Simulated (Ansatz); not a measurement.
**Strength of the B–H bond: BH(SH)2 → B(SH)2 + H**

Species: BH(SH)2, singlet; B(SH)2, doublet; H atom, doublet. 

Shapes, held fixed at every level: PBE0-D4/def2-TZVP. Flexible molecules stand in one conformer, not always the lowest. Programs: Ansatz 0.2.0. The zero-point and thermal change to 298 K, harmonic and unscaled (PBE0-D4/def2-TZVP), is -23.0 kJ/mol.

(1) Estimate ΔH(298 K) of this reaction.

Answers

(1) The highest level, CCSD(T)/CBS estimate, gives ΔH(298 K) = +438.6 kJ/mol; the levels span +345.7 to +440.8. The column of differences is taken from that level and isn't an error. Hartree–Fock misses the correlation of the pair that is broken and comes out low. No measured value is set beside it here. Open shells run unrestricted unless RO is named. The CBS estimate extrapolates MP2 from def2-TZVPP and def2-QZVPP and adds CCSD(T) − MP2 in the triple-zeta set, cores frozen.

```csv
level,kind,ΔH(298 K) (kJ/mol),less CCSD(T)/CBS estimate
HF/def2-SVP,Hartree–Fock,+348.0,-90.6
HF/def2-TZVPP,Hartree–Fock,+345.7,-92.9
r2SCAN-D4/def2-TZVPP,meta-GGA,+410.3,-28.3
wB97M-V/def2-TZVPP,range-separated hybrid,+440.8,+2.2
B2PLYP/def2-TZVPP,double hybrid,+429.4,-9.2
MP2/def2-SVP,perturbation theory,+414.7,-23.9
CCSD(T)/def2-SVP,coupled cluster or CI,+422.4,-16.2
CCSD(T)/CBS estimate,coupled cluster or CI,+438.6,0.0
```

The B–H bond in BH(SH)2 is strong, at +438.6 kJ/mol by the highest level. Breaking it leaves an unpaired electron that probably sits in an in-plane, s-rich hybrid on boron. This orbital is largely orthogonal to the π system, so the sulfur lone pairs can donate into boron's empty p orbital both before and after cleavage, but do little to delocalise the radical centre. That donation therefore gives the radical little extra stabilisation to weaken the bond.

The basis-set response separates two contributions. Enlarging the basis barely moves Hartree–Fock and even lowers it slightly, whereas coupled cluster rises from +422.4 to +438.6 kJ/mol. The small-basis shortfall thus lies mainly in the correlation of the bonding pair, whose short-range electron–electron structure needs functions of higher angular momentum. MP2 already recovers most of the correlation contribution in the small basis, which suggests that the bond pair is well described by a single reference. Without a parent borane for comparison, the net effect of the SH groups on the bond strength remains open.
